In free In⁺ each spectator hole in the 2p shell raises the Kα line by 65 to 72 eV, and a second hole in the 1s shell raises it by about 574 eV. Four constants reproduce the Dirac-Fock averages below to 0.2 eV, and with no constants at all hydrogenic repulsion integrals give the two leading sizes to about 20% and 10%.

Kα satellite and hypersatellite (second 1s hole) shifts of free In⁺, [Kr] 4d10 5s2, with spectator holes in 2p, from the Kα centroid without spectators. Radial Dirac-Fock and Kohn-Sham solver 2; configuration-average Dirac-Fock ΔSCF, finite nucleus (rms radius 4.6156 fm), first-order frequency-dependent Breit, self-energy and vacuum polarisation, no correlation.

| spectator holes | satellite shift (eV) | hypersatellite shift (eV) |
| --- | --- | --- |
| 0 | 0 | 573.9 |
| 1 | 65.39 | 640.7 |
| 2 | 132.0 | 708.7 |
| 3 | 199.9 | 778.1 |
| 4 | 269.0 | 848.7 |
| 5 | 339.4 | 920.5 |

The number of spectator holes $n$ counts the 2p vacancies present before emission, and the jump adds one more. The satellite starts from one 1s electron, $1s^1 2p^{6-n}\to 1s^2 2p^{5-n}$, and the hypersatellite from none, $1s^0 2p^{6-n}\to 1s^1 2p^{5-n}$. Both columns are measured from the ordinary Kα centroid, so the hypersatellite column begins at 573.9 eV. The parent ion is closed-shell and all other shells stay full.

**Where the missing electron sat**

Removing a spectator removes its electrostatic potential, and the line moves by the difference between what that potential was worth to a 1s electron and to a 2p electron. A spherical shell of charge far outside both orbitals gives a constant potential inside it, so the shift vanishes. A charge at the nucleus is the opposite limit: its removal acts like $Z\to Z+1$ and shifts the line by $\langle 1/r\rangle_{1s}-\langle 1/r\rangle_{2p}=\tfrac34 Z$ hartree, or $0.75\times49\times27.2\approx1000$ eV.

The calculation orders itself between these limits. A 1s spectator gives a little over half of the inner limit and a 2p spectator about a fifteenth. The same calculation gives between about 7 and 16 eV for the four line components with a 3p hole, on average about 12 eV, and between −1.9 and +1.2 eV for those with a 3d hole, which look like the outer limit. That near-zero value is partly a cancellation: removing a spherical charge can only raise the line, and the small positive shift that a 3d electron's penetration gives is offset by the relaxation of the other electrons.

**The estimate with no constants**

With frozen orbitals the average energy of $1s^a 2p^b$ is quadratic in the occupations,

$$E(a,b)=a\,\epsilon_s+b\,\epsilon_p+\tfrac12 a(a-1)A+ab\,B+\tfrac12 b(b-1)C,$$

where $A$, $B$ and $C$ are the mean repulsions of a 1s1s, a 1s2p and a 2p2p pair, and $\epsilon_s$, $\epsilon_p$ hold everything else. The satellite energy is

$$E(1,6-n)-E(2,5-n)=\epsilon_p-\epsilon_s-A+(n-4)B+(5-n)C,$$

which rises by $B-C$ per hole. The jumping electron repels each spectator with $C$ before the jump and with $B$ after it, and a missing spectator spares it the increase. The hypersatellite energy is $\epsilon_p-\epsilon_s+(5-n)(C-B)$, which lies $A-B$ above the satellite for any $n$.

Hydrogenic Slater integrals, direct term less averaged exchange, give $A=0.6250\,Z$, $B=0.2343\,Z$ and $C=0.1746\,Z$ hartree. Hence $B-C=1.623\,Z$ eV and $A-B=10.63\,Z$ eV, or 79.5 and 521.0 eV for indium. Relative to the table the first is 21.6% high and the second 9.2% low. The K hole counts for so much more because $A$ is far above $B$, whereas $B$ and $C$ are close: both are governed by the radius of the 2p orbital.

The two errors have opposite signs, and their causes are argued from theory rather than read off a column. Screening makes the real 2p orbital larger than the hydrogenic one, which shrinks $B$ and $C$, but by similar amounts, so $B-C$ loses little. Relaxation works the same way and carries most of the excess. To second order the other electrons lower the energy by an amount quadratic in the potential of the holes, $v_K+n\,v_L$ before the jump and $(n+1)\,v_L$ after it. The $n^2$ terms cancel, and the cross term $n\,v_Kv_L$ of the initial state outweighs $n\,v_L^2$ of the final state, so the slope falls. Relativity gives a smaller part of it back. For the K hole, $(Z\alpha)^2=0.128$ is no longer small. The relativistic contraction of 1s and the Breit interaction each add some tens of eV to $A$; these add, and together they more than close the gap of $573.9-521.0\approx53$ eV, which leaves room for relaxation to pull the value back. Screening lowers $B$ and relativity raises it, so the exact balance is not settled here.

**What frozen orbitals cannot give**

The frozen limit demands equal steps and a constant distance between the columns. The table shows neither. The satellite steps grow in every row, from 65.4 to 70.4 eV, and the distance between the columns widens in every row, from 573.9 to 581.1 eV. The growth of the steps scatters between 1.2 and 1.4 eV, which the rounding of the entries to 0.1 eV can produce in a second difference, so the scatter means nothing.

Both effects require an energy cubic in the occupations. Each hole contracts the orbitals that remain, which enlarges $B-C$ for the next hole, and it leaves fewer 2p electrons to relax. A K hole contracts the remaining orbitals too, which fits the finding that each hypersatellite step exceeds the corresponding satellite step. The direct enlargement of $B-C$ is the smaller part, because $B$ and $C$ grow together as the 2p orbital contracts. Most of the growth lies in the change of the relaxation energy from one hole to the next, and relativity adds to both $c$ and the widening of the columns. The table does not separate these parts. In the nonrelativistic $1/Z$ expansion the steps begin at order $Z^1$ and their growth at order $Z^0$, so the curvature should matter relatively more in lighter atoms.

**The rule**

With $k=0$ for the satellite and $k=1$ for the hypersatellite,

$$\Delta E=s\,n+c\,\frac{n(n-1)}{2}+k\,(H+x\,n),$$

$$s=65.4,\quad c=1.26,\quad H=573.9,\quad x=1.44\ \text{eV}.$$

Here $s$ is the first step, $c$ the growth of the step per hole, $H$ the shift from the K hole alone and $x$ the extra step that the K hole causes. The constants are the rounded result of an unweighted least-squares fit to all twelve entries. Before rounding the fit misses by at most 0.06 eV, about the 0.05 eV to which most entries are rounded; the rounded constants are up to 0.20 eV high, worst at $n=5$.

For the satellite with three holes,

$$3\times65.4+3\times1.26=196.20+3.78=199.98\ \text{eV},$$

against 199.9. For the hypersatellite with five holes,

$$5\times65.4+10\times1.26+573.9+5\times1.44=327.00+12.60+573.90+7.20=920.70\ \text{eV},$$

against 920.5. Both rows were part of the fit, so the agreement shows only that the form is adequate.

A stricter test fixes the constants on four entries alone, the satellites with one and two holes and the hypersatellites with none and one. This gives $s=65.39$, $c=132.0-2\times65.39=1.22$, $H=573.9$ and $x=640.7-65.39-573.9=1.41$ eV. The two worked rows, now outside the calibration, come out 0.07 and 0.40 eV low, and the second is the worst case in the table. Rounding explains somewhat more than half of it, since an error of up to 0.05 eV in the second satellite enters $c$ and is multiplied by ten at $n=5$. With the full decimals of the run the miss shrinks to 0.18 eV, and this remainder arises partly because the growth of the steps is not exactly constant: in the hypersatellite column it creeps from 1.246 to 1.277 eV. Four computed values thus fix the whole series here.

Dropping $c$ and $x$ and refitting all entries by least squares leaves 67.8 eV per hole and 575.6 eV for the K hole. This straight line is 5.9 eV low for the last hypersatellite, and its largest error relative to the table is 3.7%, for the first satellite. It serves to tell $n$ once the parent line (Kα1 or Kα2) is known, since its error is far below the step per hole.

**Two shortcuts that fail**

Moseley's form $\tfrac34\,\mathrm{Ry}\,Z_\mathrm{eff}^2$ invites a fixed gain $\delta$ in $Z_\mathrm{eff}$ per hole. Matching the centroid of 24139 eV and the first satellite gives $\delta=0.066$, and the steps then grow by only $\tfrac32\,\mathrm{Ry}\,\delta^2=0.09$ eV instead of 1.26. The fifth satellite comes out 11.6 eV low. The small $\delta$ is a difference between what a 2p electron does to two levels, whereas the contraction that a hole causes follows the much larger change of screening within the L shell.

Total energies from Slater's screening rules fail the other way round. They give a growth of 1.55 eV, of the right size, but a first step of 35 eV, 46% below the table. The rules do contract the L shell as holes accumulate, but the step is a small difference of large shell energies and is at the mercy of screening constants known to two figures. The near agreement of the growth may be partly luck.

**Where the rule stops**

The rule gives centres of gravity, not peaks. The single-hole satellite at 65.39 eV merges four components, each given here as the shift from its own parent line: 61.8 and 60.7 eV for the jump from $2p_{1/2}$ (L2) with an L2 or L3 spectator, and 77.9 and 60.8 eV for the jump from $2p_{3/2}$ (L3). Weighting the lines 1:2 and the spectators by the electrons left gives 65.37 eV. The spread of 17.2 eV is 26% of the shift and dwarfs the error of the rule. It equals the difference between the hypersatellite shifts of the two lines, 562.4 and 579.6 eV, by an identity: both differences are the change that a K hole makes in the average L2–L3 separation. These components are still averages over $J$, and real vacancy populations need not be statistical, so a resolved spectrum needs the multiplets. The two parent lines themselves lie apart by roughly the shift of three spectators (from recalled, rough measured energies), so satellites of Kα2 can fall near Kα1.

The series ends at $n=5$, because one 2p electron must remain to jump. Collision spectra can carry M holes as well, and at about 12 eV per 3p hole, averaged over the components, even one of these shifts the line by more than the difference between the two- and four-constant rules in any row. Correlation is absent, so the 0.2 eV is accuracy against this level of theory, not against measurement.

The constants belong to indium. For a neighbouring element $s$ could be scaled in proportion to $Z$, at 1.33 eV per unit, or moved along the hydrogenic slope of 1.62 eV per unit, as the $1/Z$ expansion suggests. The two differ by about 0.3 eV for one unit of $Z$ and by about 6 eV for twenty. The hydrogenic slope is the better guide, because proportional scaling also scales the offset of order $Z^0$ that screening and relaxation subtract. The two need not bracket the true value, since the relativistic part of $s$ steepens the slope towards heavier atoms, so the transfer is harmless only close by. $H$ should rise faster than linearly because of its relativistic part. For another line the same pair argument gives the direction: a 3p electron overlaps 1s less than a 2p electron does, so less is subtracted from $A$, and the same calculation puts the two Kβ hypersatellite shifts about a quarter above $H$.
